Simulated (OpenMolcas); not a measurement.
# Exact exchange and the electronic atomisation energy of CH4BFO

CH4BFO: 8 atoms, total charge 0, spin state singlet. SMILES: `OCBF`. The coordinates come from a PBE0-D4/def2-TZVP relaxation. This is one conformer, not always the lowest.

The electronic atomisation energy y, in eV, basis def2-SVPD; a is the functional's share of exact exchange. Programs: OpenMolcas 26.06.

```
functional     program     a  y (eV)
       PBE  OpenMolcas     0   33.20
      TPSS  OpenMolcas     0   32.50
     B3LYP  OpenMolcas   0.2   32.39
      PBE0  OpenMolcas  0.25       ?
     BHLYP  OpenMolcas   0.5   31.40
```

**Question.** Fit y = c + s·a to the known rows and predict PBE0.

**Answer.** 
1. Means of the 4 rows: a = 0.1750, y = 32.373.
2. Σ(Δa)² = 0.1675, Σ(Δa·Δy) = -0.48275, so the slope is -0.48275/0.1675 = -2.8821.
3. Intercept: 32.373 − (-2.8821) × 0.1750 = 32.877. The largest residual of the fit is 0.38.
4. PBE0: 32.877 + (-2.8821) × 0.25 = 32.16 eV.

The run gave 32.52 eV, so the prediction is off by -0.36 eV, within the largest residual. The rows mix families of semi-local functionals, which the line can't see.

Atomisation energies generally fall as exact exchange is added, but a alone does not order the functionals: PBE0, at 32.52 eV, lies above both B3LYP and TPSS despite its larger share. The cleanest comparison is PBE with PBE0, which share the same semi-local ingredients, and there exact exchange clearly weakens the binding. Semi-local exchange holes are localised and mimic part of the left-right correlation in the B–F, C–O and other bonds, an effect with no counterpart in the separated atoms. Replacing part of that exchange with the exact form removes some of this extra stabilisation of the molecule.

PBE and TPSS differ by about as much at zero exact exchange as PBE and PBE0 do, so the semi-local part matters as much here as the admixture. The low prediction probably reflects PBE0 inheriting PBE's strong binding, while TPSS pulls the line down. The fitted slope is therefore not a pure exact-exchange response, and without a correlated wavefunction reference the spread does not show which functional is most accurate for this molecule.
